Dear colleague,

The $t_{2g}$ and $e_g$ curves that we lay beside your Cu valence-band spectra come from two complex functions of energy, the diagonal $d$ elements of a matrix $\tau^{nn}(E)$, times one radial integral. Here is the derivation, in the multiple-scattering scheme of Korringa and of Kohn and Rostoker, with the scattering-path operator of Györffy and Stott and the Green's function in the form of Faulkner and Stocks.

**1. Premises and conventions**

Rydberg units: $\hbar^2/2m=1$, lengths in bohr, energies in Ry. The electron is non-relativistic and moves in a real local potential $V=\sum_n v_n$, where $v_n$ is spherical about $\mathbf R_n$ and vanishes outside a sphere of radius $w_n$. The spheres do not overlap, and the constant potential between them is the energy zero, so $E=\kappa^2$. I work at ${\rm Im}\,\kappa>0$ and go to $E+i0$ at the end. $G=(E-H)^{-1}$. The $Y_L$, $L=(l,m)$, are real harmonics, $h_l=j_l+in_l$ with $n_0(x)=-\cos x/x$, and $j_L(\mathbf r)=j_l(\kappa r)Y_L(\hat{\mathbf r})$, likewise for other radial functions. Vectors $\mathbf r,\mathbf r'$ are measured from the site named with them. Nothing is complex conjugated in the expansions below.

**2. Free propagation**

The free Green's function and its one-centre expansion are

$$G_0(\mathbf r,\mathbf r')=-\frac{e^{i\kappa|\mathbf r-\mathbf r'|}}{4\pi|\mathbf r-\mathbf r'|}=-i\kappa\sum_L j_L(\mathbf r_<)\,h_L(\mathbf r_>).\tag{1}$$

Each radial part is regular at the origin, outgoing at infinity, and has the slope jump $1/r^2$ that the delta source demands, because $j_lh_l'-j_l'h_l=i/x^2$.

Put $\mathbf r$ in sphere $n$ and $\mathbf r'$ in sphere $m\neq n$, with $\mathbf R=\mathbf R_n-\mathbf R_m$. The separation is $\mathbf R+(\mathbf r-\mathbf r')$, and (1) applied to the pair $\mathbf R$, $-(\mathbf r-\mathbf r')$ gives $-i\kappa\sum_{L''}(-1)^{l''}h_{L''}(\mathbf R)\,j_{L''}(\mathbf r-\mathbf r')$. The plane-wave expansion $e^{i\mathbf q\cdot\mathbf r}=4\pi\sum_L i^l j_L(\mathbf r)Y_L(\hat{\mathbf q})$, $|\mathbf q|=\kappa$, inverted for $j_{L''}(\mathbf r-\mathbf r')$ and then used separately on $e^{i\mathbf q\cdot\mathbf r}$ and $e^{-i\mathbf q\cdot\mathbf r'}$, yields $j_{L''}(\mathbf r-\mathbf r')=4\pi\sum_{LL'}i^{\,l-l'-l''}C_{LL'L''}\,j_L(\mathbf r)j_{L'}(\mathbf r')$ with $C_{LL'L''}=\int Y_LY_{L'}Y_{L''}d\Omega$. Therefore

$$G_0=\sum_{LL'}j_L(\mathbf r)\,g^{nm}_{LL'}\,j_{L'}(\mathbf r'),\qquad g^{nm}_{LL'}=-4\pi i\kappa\sum_{L''}i^{\,l-l'+l''}C_{LL'L''}\,h_{L''}(\mathbf R_n-\mathbf R_m).\tag{2}$$

The double sum converges absolutely for $r+r'<R$, which non-overlap guarantees inside the spheres. I set $g^{nn}=0$. Since $C$ needs $l+l'+l''$ even, $g^{nm}_{LL'}=g^{mn}_{L'L}$: as a matrix in the joint index $(n,L)$, $g$ is symmetric. It depends on geometry and energy only.

**3. One scatterer**

Let $\hat t_n=v_n+v_nG_0\hat t_n$. The solution $R_L=(1+G_0\hat t_n)j_L$ obeys $R_L=j_L+G_0v_nR_L$ with $v_nR_L=\hat t_nj_L$, so it is the regular solution of the Schrödinger equation for $v_n$. Outside the sphere, (1) turns it into

$$R_l=j_l-i\kappa\,t_l\,h_l,\qquad t_l=\int_0^{w}j_l\,v\,R_l\,r^2dr,$$

and $\iint j_L\hat t_nj_{L'}=t_l\delta_{LL'}$. Comparing with $e^{i\delta_l}(\cos\delta_l\,j_l-\sin\delta_l\,n_l)=j_l+ie^{i\delta_l}\sin\delta_l\,h_l$ gives

$$t_l=-\frac{e^{i\delta_l}\sin\delta_l}{\kappa},\qquad t_l^{-1}=-\kappa\cot\delta_l+i\kappa.\tag{3}$$

Three more solutions of the same radial equation are defined by what they join smoothly at $r=w$:

- $Z_l=R_l/t_l$ is regular at the nucleus and joins $j_l\,t_l^{-1}-i\kappa h_l=\kappa\,(n_l-\cot\delta_l\,j_l)$;
- $J_l$ joins $j_l$, and $H_l$ joins $h_l$; both are in general irregular at the nucleus.

For real $E>0$, $Z_l$ and $J_l$ solve a real equation with real boundary data, so both are real. The relation $-i\kappa H_l=Z_l-J_l/t_l$ holds outside by definition and inside because the equation is linear. The single-site Green's function has the radial form $cR_l(r_<)H_l(r_>)$. The constant $r^2(R_lH_l'-R_l'H_l)$, evaluated outside, is $i/\kappa$, and the jump condition fixes $c=-i\kappa$. Inserting $R_l=t_lZ_l$,

$$G_n(\mathbf r,\mathbf r')=\sum_L\big[Z_L(\mathbf r)\,t_l\,Z_L(\mathbf r')-Z_L(\mathbf r_<)J_L(\mathbf r_>)\big].\tag{4}$$

**4. The scattering-path operator**

For the whole system $G=G_0+G_0TG_0$ with $T=V+VG_0T$. Split $T=\sum_nT^n$ with $T^n=v_n+v_nG_0\sum_kT^k$. Move the $k=n$ term to the left, $(1-v_nG_0)T^n=v_n\big(1+G_0\sum_{k\neq n}T^k\big)$, and use $(1-v_nG_0)^{-1}v_n=\hat t_n$:

$$T^n=\hat t_n+\hat t_nG_0\sum_{k\ne n}T^k .$$

Repeated scattering at one site is now inside $\hat t_n$, which is why the sum skips $k=n$. Define $T^{nm}$ by

$$T^{nm}=\hat t_n\delta_{nm}+\hat t_nG_0\sum_{k\neq n}T^{km}.\tag{5}$$

Summed over $m$, (5) is the linear equation for $T^n$, whose solution is unique off the real axis, so $T=\sum_{nm}T^{nm}$. As a matrix in site indices with $\hat G^{nk}=G_0(1-\delta_{nk})$, (5) reads $(1-\hat t\hat G)^{-1}\hat t=\hat t(1-\hat G\hat t)^{-1}$. The second form is the mirror equation

$$T^{nm}=\hat t_n\delta_{nm}+\sum_{p\neq m}T^{np}G_0\hat t_m.\tag{6}$$

By (5) and (6), $T^{nm}$ vanishes unless its left argument is in sphere $n$ and its right one in sphere $m$. It converts a wave arriving at $m$ into a wave leaving $n$, over all paths between. In (5), $G_0$ always links two different spheres, so the separable form (2) applies. With $\tau^{nm}_{LL'}=\iint j_L\,T^{nm}j_{L'}$, the projection of (5) closes on itself:

$$\tau^{nm}_{LL'}=t^n_l\delta_{nm}\delta_{LL'}+t^n_l\sum_{k\ne n}\sum_{L''}g^{nk}_{LL''}\tau^{km}_{L''L'},\qquad \tau=\big(t^{-1}-g\big)^{-1}.\tag{7}$$

Only on-shell quantities, at the one energy $E$, survive. This is the consequence of non-overlap. The series $t+tgt+tgtgt+\dots$ names the paths but need not converge; the inverse is what defines $\tau$. It is symmetric because $t^{-1}$ and $g$ are.

**5. The Green's function**

Define $\mathcal G^{nm}=G_0(1-\delta_{nm})+\sum_{k\ne n}\sum_{p\neq m}G_0T^{kp}G_0$. Putting (6) into (5) gives $T^{nm}=\hat t_n\delta_{nm}+\hat t_n\mathcal G^{nm}\hat t_m$. Fix $n,m$ and sort $\sum_{kp}G_0T^{kp}G_0$ into four groups.

- $k\ne n$, $p\neq m$: $\mathcal G^{nm}-G_0(1-\delta_{nm})$.
- $k=n$, $p\neq m$: by (5), $G_0\hat t_n\mathcal G^{nm}$; the term $\hat t_n\delta_{np}$ occurs only if $n\ne m$ and supplies the piece $G_0(1-\delta_{nm})$.
- $k\neq n$, $p=m$: by (6), $\mathcal G^{nm}\hat t_mG_0$.
- $k=n$, $p=m$: $G_0\hat t_nG_0\,\delta_{nm}+G_0\hat t_n\mathcal G^{nm}\hat t_mG_0$.

Adding $G_0$, and with $G_n=G_0+G_0\hat t_nG_0$,

$$G=\delta_{nm}G_n+(1+G_0\hat t_n)\,\mathcal G^{nm}\,(1+\hat t_mG_0).\tag{8}$$

For arguments in spheres $n$ and $m$, every outer $G_0$ in $\mathcal G^{nm}$ ends in a different sphere, so (2) gives $\mathcal G^{nm}=\sum j_L\,\mathcal G^{nm}_{LL'}\,j_{L'}$ with $\mathcal G^{nm}_{LL'}=\big(g^{nm}+\sum_{kp} g^{nk}\tau^{kp}g^{pm}\big)_{LL'}$, and the projection of the relation above is $\tau^{nm}=t^n\delta_{nm}+t^n\mathcal G^{nm}t^m$. The brackets in (8) turn $j_L$ into $R_L=t_lZ_L$. The second term of (8) is thus $\sum Z_L(\tau^{nm}-t^n\delta_{nm})_{LL'}Z_{L'}$, and its $-ZtZ$ cancels the $+ZtZ$ of (4):

$$G(\mathbf r+\mathbf R_n,\mathbf r'+\mathbf R_m)=\sum_{LL'}Z^n_L(\mathbf r)\,\tau^{nm}_{LL'}\,Z^m_{L'}(\mathbf r')-\delta_{nm}\sum_LZ^n_L(\mathbf r_<)\,J^n_L(\mathbf r_>).\tag{9}$$

All knowledge of the surroundings sits in $\tau$; $Z$ and $J$ belong to one atom.

**6. The crystal**

Take one atom per cell, cell volume $\Omega$. Then $g^{nm}=g(\mathbf R_n-\mathbf R_m)$ and (7) is a lattice convolution. With $g(\mathbf k)=\sum_{\mathbf R\neq0}e^{-i\mathbf k\cdot\mathbf R}g(\mathbf R)$,

$$\tau(\mathbf k)=\big[t^{-1}-g(\mathbf k)\big]^{-1},\qquad \tau^{nm}=\frac1{\Omega_{BZ}}\int_{BZ}d^3k\;e^{i\mathbf k\cdot(\mathbf R_n-\mathbf R_m)}\tau(\mathbf k),\tag{10}$$

and $\tau^{nn}$ is the plain zone average. The terms of $g(\mathbf k)$ fall as $e^{i\kappa R}/R$, so near the real axis the sum is done by Ewald's method.

Where does the imaginary part come from? From $G_0=\int d^3q\,(2\pi)^{-3}e^{i\mathbf q\cdot\mathbf x}/(E-q^2)$, the Bloch sum over all $\mathbf R$, zero included, is $\Omega^{-1}\sum_{\mathbf K}e^{i(\mathbf k+\mathbf K)\cdot(\mathbf r-\mathbf r')}/(E-|\mathbf k+\mathbf K|^2)$, a Hermitian kernel at real $E$ off the free-electron parabolas. It also equals $G_0(\mathbf r,\mathbf r')+\sum j_L\,g_{LL'}(\mathbf k)\,j_{L'}$. By (1) the anti-Hermitian part of $G_0$ is $-i\kappa\sum_Lj_Lj_L$, so $g(\mathbf k)=B(\mathbf k)+i\kappa\mathbf 1$ with $B$ Hermitian. The $i\kappa$ cancels that of (3):

$$t^{-1}-g(\mathbf k)=-\kappa\cot\delta-B(\mathbf k).$$

The width of an isolated resonance has vanished, as it must, since an electron cannot leak out of an infinite crystal. The bands $\varepsilon_{\mathbf k}$ are the zeros of the determinant, the KKR condition. If the eigenvalue $\lambda(E)$ with unit eigenvector $c$ vanishes there, $\tau(\mathbf k)\simeq cc^\dagger/[\dot\lambda\,(E-\varepsilon_{\mathbf k}+i0)]$, the dot meaning $d/dE$. The residue of $G$ is a Bloch function times its conjugate, so that function is $\dot\lambda^{-1/2}\sum_Lc_LZ_L$, and the spectral weight is a set of delta functions which the zone average smooths into a DOS.

**7. Density and partial DOS**

The spectral representation gives the local DOS per spin as $-\pi^{-1}{\rm Im}\,G(\mathbf r,\mathbf r;E+i0)$. At real $E>0$ the $ZJ$ term of (9) is real and drops, and the $Z$ leave the imaginary part:

$$n(\mathbf r,E)=-\frac1\pi\sum_{LL'}Z_L(\mathbf r)Z_{L'}(\mathbf r)\,{\rm Im}\,\tau^{nn}_{LL'}(E).\tag{11}$$

The valence density of a non-magnetic solid is $2\int^{E_F}n(\mathbf r,E)\,dE$. Over the sphere the harmonics are orthonormal, so per spin

$$n(E)=\sum_Ln_L,\qquad n_L=-\frac1\pi F_l\,{\rm Im}\,\tau^{nn}_{LL},\qquad F_l=\int_0^wZ_l^2r^2dr .$$

Over a polyhedral cell the weight becomes a matrix $F_{LL'}$. As a test of sign and factor take one scatterer: ${\rm Im}\,t_l=-\sin^2\delta_l/\kappa$, and outside the sphere channel $L$ of (11) gives $(\kappa/\pi)(\cos\delta_l\,j_l-\sin\delta_l\,n_l)^2Y_L^2$, positive, and equal for $\delta_l\to0$ to the free value that (1) gives.

A point operation of the site permutes the lattice and leaves $t$ alone, so $\tau^{nn}$ commutes with its representation on the $Y_L$. Under $O_h$, $l=2$ splits into $T_{2g}$ ($xy,yz,zx$) and $E_g$ ($x^2-y^2$, $3z^2-r^2$), once each, and Schur's lemma makes the $d$ block diagonal with two entries, $\tau_t$ and $\tau_e$. The next even-parity partners of these representations appear at $l=4$. With both spins,

$$n_{t_{2g}}=-\frac6\pi F_2\,{\rm Im}\,\tau_t,\qquad n_{e_g}=-\frac4\pi F_2\,{\rm Im}\,\tau_e.\tag{12}$$

The ratio per orbital, ${\rm Im}\,\tau_t/{\rm Im}\,\tau_e$, is free of the radial weight.

**8. Range of validity**

- Equations (7) to (12) are exact for the stated potential if all $L$ are kept. They say nothing on how good that potential is, and they hold no photoemission matrix elements, surface effects or hole lifetimes.
- Outside the spheres but inside the cell, $Z$ and $J$ take their free forms. With $t$ cut at $l_{\max}$, each wave $h_{L'}$ from a neighbour re-expands in $j_L$ for $r$ below the neighbour distance, so (11) holds there provided the outer $L$ sums are carried beyond $l_{\max}$.
- A channel with $t_l\to0$ still carries density: $Z$ grows as $1/t$ while ${\rm Im}\,\tau$ falls as $t^2$. From $\tau^{nn}_{LL}=t_l+t_l\mathcal G^{nn}_{LL}t_l$ and ${\rm Im}\,t_l=-\kappa|t_l|^2$, the diagonal term of (11) tends to $\pi^{-1}R_L^2\,\big(\kappa-{\rm Im}\,\mathcal G^{nn}_{LL}\big)$, where $R_l=t_lZ_l$ now joins $j_l$. If the potential is negligible in that channel, $R_l=j_l$ throughout and (8) reduces to $G_0+j\,\mathcal G\,j$: the free density of section 7 plus the back-scattered part, the two cancelling in a band gap. Cutting (11) at $l_{\max}$ loses this charge.
- At complex $E$, as on the contours used for the density, $ZJ$ is not real and must be kept. It also cancels the poles that $Z\tau Z$ has at zeros of $t_l$. For $E<0$, $\kappa$ is imaginary and the phases $i^{\pm l}$ of $J$, $Z$ must be tracked.
- Non-spherical cells make $t$, $Z$, $J$ matrices in $L$ with delicate convergence; spin-orbit coupling requires the Dirac version and splits $t_{2g}$.

**9. Illustration: widths of the Cu $t_{2g}$ and $e_g$ DOS**

A full calculation needs a computer, but one reduction can be done by hand. I adopt Andersen's atomic-sphere approximation: spheres of the cell volume, $w=(3/16\pi)^{1/3}a$ in fcc, and the interstitial wave number $\kappa$ treated as a parameter independent of $E$ and sent to zero, on the argument that little interstitial volume is left. With $R_1=a/\sqrt2$, $w/R_1=0.5527$, so $2w/R_1=1.105$: the spheres overlap, and this is a model, no longer the exact theory. I keep only the $d$ block.

*Structure.* For a bond along $z$, (2) is diagonal in $m$. Writing the azimuthal average of $4\pi Y_{2m}^2$ as $1+a_2P_2+a_4P_4$, one has $4\pi C_{2m,2m,l''0}Y_{l''0}(\hat z)=a_{l''}$ and

$$g_m=-i\kappa\,[h_0-a_2h_2+a_4h_4]_{\kappa R},\qquad (a_2,a_4)=\left(\tfrac{10}7,\tfrac{18}7\right)_\sigma,\ \left(\tfrac57,-\tfrac{12}7\right)_\pi,\ \left(-\tfrac{10}7,\tfrac37\right)_\delta.$$

For $\kappa R\to0$, $-ih_4\to n_4\to-105/(\kappa R)^5$ dominates and $g_{\sigma,\pi,\delta}\to\kappa\,(-270,\,180,\,-45)/(\kappa R)^5$.

*Scatterer.* Let $D(E)=wR_2'/R_2$ at $r=w$ and $x=\kappa w$. Matching gives $\cot\delta_2=(xn_2'-Dn_2)/(xj_2'-Dj_2)$. With $j_2\to x^2/15$ and $n_2\to-3/x^3$ this is $45(D+3)/[(2-D)x^5]$. Define $P=10(D+3)/(D-2)$. Then

$$t^{-1}-g=\frac{9}{2\kappa^4w^5}\,(P-\mathcal S),\qquad \mathcal S_{\sigma,\pi,\delta}=10\,(-6,\,4,\,-1)\,(w/R)^5.$$

*Weight.* For $u=rR_2$, differentiating $-u''+Uu=Eu$ with respect to $E$ gives $(\dot u\,u'-u\,\dot u')'=u^2$, so $\int_0^wu^2dr=-u^2\,\partial_E(u'/u)=-wR_2(w)^2\dot D$. At the surface $Z_2=\kappa(n_2-\cot\delta_2\,j_2)\to15\kappa/[x^3(D-2)]$, and $\dot P=-50\dot D/(D-2)^2$. Hence $F_2=9\dot P/(2\kappa^4w^5)$. The prefactors cancel in $F_2\tau$, and $\kappa$ with them. Near the resonance $P\simeq(E-C)/\Delta$, so for orbital $\alpha$, per spin,

$$n_\alpha(E)=-\frac1\pi{\rm Im}\Big\langle\big[E+i0-C-\Delta\mathcal S(\mathbf k)\big]^{-1}_{\alpha\alpha}\Big\rangle_{BZ}.$$

*Moments.* At large complex $z=E-C$ the average expands as $\sum_p\mu_p/z^{p+1}$, where $\mu_p=\int(E-C)^pn_\alpha\,dE=\Delta^p\langle\mathcal S^p\rangle_{\alpha\alpha}$. This is the path series of (7), and the zone average selects closed paths of $p$ hops. So $\mu_0=1$ (six $t_{2g}$ and four $e_g$ states with spin), and $\mu_1=0$ because $g^{nn}=0$: both partial DOS have their centre of gravity at $C$, with no crystal-field offset. For $p=2$ the path goes out to $\mathbf R$ and back. The bond matrix is $\sum_m\mathcal S_m\Pi_m$ with orthogonal projectors $\Pi_m$ and is even in $\mathbf R$, so its square is $\sum_m\mathcal S_m^2\Pi_m$. The diagonal elements of $\Pi_m$ are the Slater-Koster coefficients. For direction cosines $(l_x,l_y,l_z)$ the $xy$ ones are $3l_x^2l_y^2$, $l_x^2+l_y^2-4l_x^2l_y^2$, $l_z^2+l_x^2l_y^2$. Averaged over the three $t_{2g}$ orbitals, with $\xi=l_x^2l_y^2+l_y^2l_z^2+l_z^2l_x^2$, they are $\xi$, $(2-4\xi)/3$, $(1+\xi)/3$. Weighting with $36$, $16$, $1$ gives $11+15\xi$ per bond. The trace over all five orbitals is $36+2\cdot16+2\cdot1=70$, which leaves $(37-45\xi)/2$ for $e_g$. In units of $V^2$, $V=10\Delta(w/R_1)^5$, each bond carrying $(R_1/R)^{10}$:

| shell | atoms | $\xi$ | $(R_1/R)^{10}$ | $\mu_2(t_{2g})$ | $\mu_2(e_g)$ |
|---|---|---|---|---|---|
| (110) | 12 | 1/4 | 1 | 177 | 154.5 |
| (200) | 6 | 0 | 1/32 | 2.06 | 3.47 |
| (211) | 24 | 1/4 | 1/243 | 1.46 | 1.27 |
| sum | | | | 180.5 | 159.2 |

The (220) and (310) shells together add only 0.27 and 0.28. The ratio of rms widths is $\sqrt{180.5/159.2}=1.065$, against 1.070 from the first shell alone, for any fcc metal in this model.

*Cu.* As input I take $\Delta\approx0.009$ Ry, a typical value for the Cu $d$ resonance. With $(w/R_1)^5=0.05156$, $V=4.64$ mRy, or 63 meV; the extra figures serve only the arithmetic. The rms widths are 62 mRy (0.85 eV) for $t_{2g}$ and 59 mRy (0.80 eV) for $e_g$. Rectangles with the same moments would be $\sqrt{12}$ times wider, 2.9 and 2.8 eV. The scale is set by the input $\Delta$, so I claim no agreement with your spectra from it. If the scatterer is frozen, which fixes $\Delta w^5$, the widths vary as $a^{-5}$. The compiled linear expansion $16.5\times10^{-6}$/K at 293 K (Kaye and Laby Online) then narrows both by 0.8 % per 100 K, or 7 meV in the $t_{2g}$ rms width.

*What was neglected.* The curvature of $P$, written $P=(E-C)/[\Delta+\gamma(E-C)]$ with $|\gamma|\approx0.003$ as an approximate input, distorts the common energy scale by 3 % at 0.1 Ry from $C$. The limit $\kappa\to0$ matters more. From the first-shell weights, $\mu_2(t_{2g})-\mu_2(e_g)=\tfrac32\mathcal S_\sigma^2-2\mathcal S_\pi^2+\tfrac12\mathcal S_\delta^2$ times $\Delta^2$, so with $\mathcal S_\delta=\mathcal S_\sigma/6$ the $t_{2g}$ curve is the wider one only while $|\mathcal S_\pi/\mathcal S_\sigma|<0.870$; the model has $2/3$. In a muffin-tin picture the Cu resonance lies at roughly $\kappa^2\approx0.36$ Ry. With the approximate lattice constant $a\approx6.83$ bohr, $R_1=4.83$ bohr and $\kappa R_1=2.90$. There the real parts $\kappa[n_0-a_2n_2+a_4n_4]$ exceed their small-$\kappa$ forms by factors 1.43, 2.64 and 2.44 for $\sigma,\pi,\delta$, and $|\pi/\sigma|$ is 1.23. These elements are not hopping integrals, for they decay as $1/R$ and carry the free-electron band, but they show that the neglected terms are far larger than the 6.5 % difference of widths, so the model does not secure even its sign. Mixing with the $sp$ band, also dropped, gives the real $d$ DOS tails on both sides, so the true rms widths are larger than these, by tens of per cent depending on the energy window. At the Fermi level of Cu the model has no $d$ states at all, whereas the real states there carry substantial $d$ weight; for that quantity one needs (12) with the full zone average (10) and at least the $s$, $p$ and $d$ channels in the inverse.